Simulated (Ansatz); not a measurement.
## A small benchmark: atomisation enthalpy at 298 K

8 molecules; the atomisation enthalpy at 298 K in kJ/mol, computed less measured. Shapes, held fixed at every level: PBE0-D4/def2-TZVP. Flexible molecules stand in one conformer, not always the lowest. Thermal terms are harmonic and unscaled (PBE0-D4/def2-TZVP); the spin-orbit lowering of the free atoms is taken from their spectra. Programs: Ansatz 0.2.0. Measured values: Active Thermochemical Tables, CRC Handbook of Chemistry and Physics.

Levels: A = B3LYP-D4/def2-TZVPP; B = BHLYP-D4/def2-TZVPP; C = wB97X-V/def2-TZVPP; D = CCSD(T)/def2-SVP.

```csv
molecule,from tabulated heats,A,B,C,D
SbBr3 (SMILES [Br][Sb]([Br])[Br]),792,0,-50,+4,-162
CH3F (fluoromethane),1687,-2,-58,-5,-87
HNO3 (peroxynitrous acid),1451,+6,-234,+16,-188
C2H3IO (acetyl iodide),2570,-4,-130,-12,-144
C2H5F (SMILES CCF),2876,-1,-81,-1,-128
C3H5N (propanenitrile),3661,+3,-128,-5,-173
CH6N2 (methylhydrazine),2875,+24,-92,+17,-206
C3H7Br (SMILES CC(C)Br),3888,-10,-98,-8,-173
```

Q: Sum up the errors.

A: 
```csv
level,kind,mean error,mean absolute error,worst case
B3LYP-D4/def2-TZVPP,global hybrid,+2.0,6.2,CH6N2
BHLYP-D4/def2-TZVPP,global hybrid,-108.9,108.9,HNO3
wB97X-V/def2-TZVPP,range-separated hybrid,+0.8,8.5,CH6N2
CCSD(T)/def2-SVP,coupled cluster or CI,-157.6,157.6,CH6N2
```

On this set B3LYP-D4/def2-TZVPP has the smallest mean absolute error and CCSD(T)/def2-SVP the largest. BHLYP-D4/def2-TZVPP is too low in 8 of 8; CCSD(T)/def2-SVP is too low in 8 of 8. The heats of SbBr3, C2H3IO, C3H7Br come from older tables and can be uncertain by 10 kJ/mol or more. The molecules' own spin-orbit binding is left out, so errors for heavy halides read too negative. Heats of the atoms come from ATcT where it has them. The levels differ in basis as well as in method. The smallest two are near a tie. Correlated wave functions converge slowly with the basis. T1 is large for HNO3 (0.025), so single-reference values are less sure there. For atoms past krypton def2 sets carry core potentials with scalar relativity. Relativity is left out for Br. Outer-core shells of Br, I, Sb are correlated, in sets that cover them unevenly. The set is small.

The large CCSD(T) deficit reflects the small double-zeta basis rather than a failure of the coupled-cluster treatment. Bonding creates electron pairs whose close-range correlation needs high angular momentum functions, so the molecule loses more correlation energy than its separated atoms do. BHLYP underbinds for a different reason: its large share of exact exchange removes much of the left-right correlation that semilocal exchange mimics. The three molecules with multiple bonds, peroxynitrous acid, acetyl iodide and propanenitrile, all have larger BHLYP errors than the five saturated ones, as expected where π bonds add to this correlation. The error therefore does not simply follow the total atomisation enthalpy, which is greatest for 2-bromopropane. Methylhydrazine is overbound by both B3LYP and wB97X-V, at +24 and +17. A higher-lying conformer or overestimated harmonic zero-point energy would shift the result the other way, so the excess probably comes from the functionals' description of the N–N and N–H bonds, though a single hydrazine cannot establish a general pattern.
